Why can platinum atoms be rearranged in many ways at a cost of a tenth of an electronvolt or so, while a few other arrangements cost ten times as much? The simplest answer would count neighbours: a metal gains energy from every atom it touches, so the arrangement with most contacts should win. That answer holds for most of the large costs and fails for the small ones. Nine of the structures below lie within 0.16 eV per atom of one another, and the lowest of them has ten near neighbours, not twelve.

Structures of platinum with cell and atoms relaxed, computed with Ansatz 0.2.0 (plane-wave PAW DFT, PBEsol functional, scalar-relativistic, without spin polarization, 420 eV cutoff, Gaussian smearing of 0.1 eV). Energies are given relative to the structure with the lowest computed energy per atom.

```tsv
found from	space group number	atoms in cell	volume per atom (Å³)	over lowest (meV/atom)
changed type	139	1	15.20	0.0
La type	194	4	15.08	22.0
Sm type	166	3	15.09	33.0
database cell	194	2	15.14	52.0
changed type	69	2	15.66	79.0
Si type	194	4	15.62	89.0
database cell	229	1	15.21	103.0
Ti type	191	3	15.39	156.0
Sn type	191	1	16.17	157.0
W type	223	8	15.58	278.0
Sn type	141	2	16.46	342.0
Ca type	221	1	17.31	528.0
B type	166	12	20.52	793.0
C type	194	4	19.87	1075.0
Si type	227	2	23.00	1273.0
```

The column "over lowest" counts from the body-centred tetragonal cell, space group number 139. This is not the face-centred cubic (fcc) structure in which platinum is known to crystallise, so the energies are not heights above the true ground state. The column "found from" names the structure from which a cell started, or says only that its type changed, and some cells moved far from their start before they came to rest. The Si type with number 194, for instance, began as an open network of four-bonded atoms and ended as a dense metal.

The cell edges and symmetries show that seven of the dense rows are built from the same part, a flat layer in which each atom has six neighbours in a triangular pattern, exactly or very nearly. They differ in where the next layer rests. An atom can sit over the hollow between three atoms, over the bridge between two, or directly atop one. With a layer above and a layer below, this gives 12, 10 or 8 near neighbours.

The hollow stacks are the La type, the Sm type and the database cell with number 194, which is hexagonal close packing (hcp). The lowest row is the bridge stack, and the Sn type with number 191 is the atop stack, at 157 meV/atom. Going from hollow to bridge loses two neighbours and costs next to nothing. Going from bridge to atop loses two more and costs about 0.16 eV.

The distances suggest why the first loss is so cheap. In the La type, neighbours in adjacent layers are 2.80 Å apart, whereas all ten near neighbours in the bridge stack are at about 2.7 Å. Fewer bonds are thus probably made up for by shorter and stronger ones. Four more atoms at 3.35 Å should help as well, since the second neighbours in a close-packed stack are farther off, at about 3.9 Å. An atom that sits atop another has a single close partner in that layer and holds the layers apart, as the larger volume of 16.17 Å³ per atom shows. There the shortening no longer makes up for the loss.

If this picture is right, the energy should belong mainly to the contact between two layers. A stack has as many contacts as layers, so the energy per atom is the average over its contacts:

$$E=\sum_i f_i\,E_i ,$$

where $f_i$ is the share of contacts of kind $i$ and $E_i$ is the energy of the stack that has only this kind. Two rows alternate between kinds and can test the rule without any fitted constant. In the row with number 69, bridge and atop contacts take turns, so the estimate is $(0+157)/2\approx 79$ meV/atom. The calculation gives 79, and the volume also lies close to the mean of the two parents, 15.66 against 15.69 Å³.

The Si type with number 194 alternates between hollow and atop contacts. With the La type as the hollow parent, the average is about 90 meV/atom, against a computed 89. This close agreement is partly luck, because hollow stacks differ among themselves; with hcp as the parent the estimate would be 105. The rule is therefore good to roughly 15 meV/atom here, which is still far less than the price of an atop contact.

The spread among hollow stacks comes from the layer after next. A layer is called hexagonal if the layers above and below it rest in the same position, and cubic if they do not. Half of the layers are hexagonal in the La type, two thirds in the Sm type and all in hcp. A straight line through the first and last of these puts the Sm type at $22+(52-22)/3=32$ meV/atom, and the calculation gives 33.

Continued to no hexagonal layers at all, the line reaches fcc at about −8 meV/atom, just below the tetragonal cell. That is the right side for the known ground state, but the distance is only twice the 4 meV/atom to which the energies are good, and an extrapolation enlarges their errors. Spin-orbit coupling, which is strong in platinum and was left out, and the use of PAW datasets made for PBE with PBEsol could also shift such small differences. Why cubic layers are cheaper cannot be read from near neighbours, whose number is the same in both. Theory ascribes it to the electrons: farther neighbours shape the d band, and a nearly full d band, as in platinum, favours fcc.

Body-centred cubic (bcc) platinum, the database cell with number 229, looks out of place at 103 meV/atom, since its volume is almost that of the lowest row. It too can be seen as a bridge stack, but its layers are far from triangular. Each atom has eight neighbours at 2.70 Å and six more about 15% farther away. The tetragonal distortion brings two of those six in to 2.70 Å and pushes the other four out to 3.35 Å, which makes ten near neighbours out of eight. The relaxation kept the cubic symmetry and so could not take this step; the position of bcc in the list is no sign that it is stable.

In the open structures the loss of neighbours can no longer be repaired. From eight neighbours in the atop stack to six in the simple cubic Ca type, the energy rises by 371 meV/atom. From there to four neighbours in the diamond structure, the Si type with number 227, it rises by 745, twice as much. The Sn type with number 141 lies between the atop stack and simple cubic in both volume and energy.

Even so, these costs are small beside the binding of the metal, which is roughly 5.8 eV per atom, a rounded recalled value. If all bonds were equally strong, keeping 4 of 12 would cost $5.8\times(1-4/12)\approx 3.9$ eV, three times the computed 1.3 eV. Bonds in a metal are not independent, because each atom has a limited number of electrons to share among its neighbours. In the simplest band picture the band width, and with it the binding, grows as the square root of the neighbour number, which lowers the estimate to about 2.5 eV.

That is still about twice too much. One likely reason is that the estimate holds the bond length fixed. The computed nearest distance shrinks to 2.59 Å in simple cubic and 2.46 Å in diamond, and shorter bonds are stronger. With the same rough binding energy, a bond in the diamond structure comes out about 2.3 times as strong as one among twelve. It would have to be three times as strong to make up for the loss. All cells were computed without spin polarization, which rules out magnetic moments from the start. A magnetic moment, if one formed in the open cells, would lower their cost somewhat.

The W type shows that density alone doesn't make a structure cheap. Its volume is slightly below that of the two mixed stacks, yet at 278 meV/atom it costs more than three times as much. Symmetry places six of its eight atoms in straight chains with contacts of only 2.50 Å. Platinum chooses such a length when it has four neighbours, but these chain atoms have many more. Being pressed together along the chains, while their other bonds remain longer, may cost them energy. That is hardly the whole cause, since tungsten can form the same structure with chains about as short. Tungsten's d band is about half full, and the nearly full one of platinum probably suits this structure less. The Ti type is a milder case: at 15.39 Å³ per atom it is denser than both mixed stacks, yet it costs 156 meV/atom. Its bond lengths are not among the data used here, so the cause stays open.

The B type and the C type break the order of volumes in the other direction: the B type is the more open of the two and yet 282 meV/atom lower ($1075-793$). Boron's structure consists of clusters of twelve atoms with empty space between them. If platinum keeps these clusters, its atoms still have several close neighbours each, and the extra volume lies where it breaks few bonds. This reading is a guess, since the bond lengths of these two rows are not among the data used here.

For platinum films used as electrodes and contacts, the two scales separate two kinds of disorder. By the stacking line, each hexagonal layer within fcc platinum costs about 60 meV per atom of that layer. A twin boundary holds one such layer and a simple stacking fault two, so these defects are possible but not free. Arrangements that leave atoms with six neighbours or fewer cost several tenths of an electronvolt or more for every atom, too much for them to compete in the bulk metal.
